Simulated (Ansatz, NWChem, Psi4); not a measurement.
# InF (SMILES [F][In]): methods side by side

InF: 2 atoms, total charge 0, spin state singlet. As SMILES, `[F][In]`. The coordinates come from a PBE0-D4/def2-TZVP relaxation.

```xyz
2

F     0.0000    0.0000    0.0159
In    0.0000    0.0000    2.0096
```

Quantity: the electronic atomisation energy, in eV. The values are calculated. Electronic energies at fixed atoms, without zero-point motion or spin-orbit coupling.

```json
{"level": "TPSS/def2-TZVPP (core potential)", "kind": "meta-GGA", "program": "Psi4", "value (eV)": "5.64", "less CCSD(T)/def2-TZVPP": "+0.23", "CPU time (all runs)": "33 s"}
{"level": "BHLYP/def2-TZVPP (core potential)", "kind": "global hybrid", "program": "Ansatz", "value (eV)": "5.10", "less CCSD(T)/def2-TZVPP": "-0.31", "CPU time (all runs)": "7 s"}
{"level": "M06-2X/def2-TZVPP (core potential)", "kind": "hybrid meta-GGA", "program": "Psi4", "value (eV)": "5.43", "less CCSD(T)/def2-TZVPP": "+0.02", "CPU time (all runs)": "24 s"}
{"level": "r2SCAN0/def2-TZVPP (core potential)", "kind": "hybrid meta-GGA", "program": "Ansatz", "value (eV)": "5.26", "less CCSD(T)/def2-TZVPP": "-0.15", "CPU time (all runs)": "14 s"}
{"level": "HSE06/def2-TZVPP (core potential)", "kind": "range-separated hybrid", "program": "Psi4", "value (eV)": "5.42", "less CCSD(T)/def2-TZVPP": "+0.01", "CPU time (all runs)": "34 s"}
{"level": "RPA@PBE0/def2-TZVPP (core potential)", "kind": "RPA", "program": "Ansatz", "value (eV)": "5.17", "less CCSD(T)/def2-TZVPP": "-0.24", "CPU time (all runs)": "13 s"}
{"level": "MP3/def2-TZVPP (core potential)", "kind": "perturbation theory", "program": "Psi4", "value (eV)": "5.17", "less CCSD(T)/def2-TZVPP": "-0.24", "CPU time (all runs)": "16 s"}
{"level": "CCSD(T)/def2-TZVPP (core potential)", "kind": "coupled cluster or CI", "program": "NWChem", "value (eV)": "5.41", "less CCSD(T)/def2-TZVPP": "0.00", "CPU time (all runs)": "2.1 min"}
{"level": "FCI/STO-3G", "kind": "full CI, core frozen", "program": "Ansatz", "value (eV)": "4.33", "less CCSD(T)/def2-TZVPP": "-1.08", "CPU time (all runs)": "1.1 s"}
```

CCSD(T)/def2-TZVPP (core potential) is the highest level here, not the true value. All-electron rows without a relativistic Hamiltonian named are non-relativistic, while core potentials hold scalar relativity, so basis and relativity change together. The values span 4.33 to 5.64 eV. High-level rows in very small sets aren't better than simpler rows in larger ones. In the correlated wave-function rows the outer d shell of In is correlated, in sets not made for it. CPU times are rough (shared hosts, several kinds of processor and program).

Every level gives a strongly bound InF, as expected for indium(I) fluoride: indium keeps its 5s pair and gives up much of its single 5p electron to fluorine, so the bond is largely ionic. The outlier is FCI/STO-3G at 4.33 eV, probably in large part because a minimal basis cannot let the charge cloud of a fluoride-like anion expand and polarise.

Among the density functionals, the share of exact exchange alone does not set the order. BHLYP lies lowest at 5.10 eV, yet M06-2X, with a similar share, gives 5.43 eV, next to HSE06. The near-coincidence of these last two with CCSD(T) is a result for one molecule and doesn't establish general accuracy for indium halides, particularly as the coupled-cluster value may itself still shift with a larger basis.

Spin-orbit coupling stabilises the open-shell indium atom more than the closed-shell molecule, so a measured dissociation energy should not be compared directly with these values to rank the methods.
